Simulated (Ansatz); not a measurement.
## A ladder of methods for BH5O (B(H2O)H3)

BH5O: 7 atoms, total charge 0, spin state singlet. As SMILES, `[H]B([H])([H])<-O`. Geometry: relaxed at GFN2-xTB.

Quantity: the vertical ionisation energy (to the doublet cation), in eV. The values are calculated.

| level | kind | program | value (eV) | less FCI/STO-3G |
| --- | --- | --- | --- | --- |
| HF/STO-3G | Hartree–Fock | Ansatz | 9.70 | +0.12 |
| revPBE/STO-3G | GGA | Ansatz | 9.46 | -0.12 |
| PBE0/STO-3G | global hybrid | Ansatz | 9.83 | +0.25 |
| r2SCAN0/STO-3G | hybrid meta-GGA | Ansatz | 9.94 | +0.36 |
| CAM-B3LYP/STO-3G | range-separated hybrid | Ansatz | 9.96 | +0.38 |
| wB97M-V/STO-3G | range-separated hybrid | Ansatz | 9.97 | +0.39 |
| B2PLYP/STO-3G | double hybrid | Ansatz | 9.84 | +0.26 |
| RPA@PBE/STO-3G | RPA | Ansatz | 8.98 | -0.60 |
| BCCD(T)/STO-3G | coupled cluster or CI | Ansatz | 9.59 | +0.01 |
| FCI/STO-3G | exact in the basis | Ansatz | 9.58 | 0.00 |

FCI/STO-3G is exact within its basis and frozen core, so for wave-function methods in that basis the difference is their error; functionals converge differently with the basis, so for them it is only a difference. The values span 8.98 to 9.97 eV. All rows use very small basis sets, so none should be taken for the real molecule's value.

Correlation beyond the mean field changes this ionisation energy only slightly: Hartree–Fock lies 0.12 eV above the exact result in the basis, and BCCD(T) recovers nearly all of that difference. The electron removed probably comes mainly from the B–H bonds. Boron is electropositive, and donation from water pushes charge onto the BH3 unit while stabilising the oxygen lone pair that forms the dative bond.

The sign of the Hartree–Fock error is unusual, since ionisation normally removes pair correlation and leaves the mean-field value too low. Here the minimal basis offers few empty orbitals for correlating the neutral molecule, whereas the hole in the cation opens extra configurations, which may reverse the balance.

Exact exchange alone doesn't order the results: the hybrids lie above revPBE, yet Hartree–Fock falls below all of them. RPA@PBE departs furthest, so including correlation through RPA brings no improvement here. Being vertical, the values don't show whether the B–O bond survives once the cation relaxes.
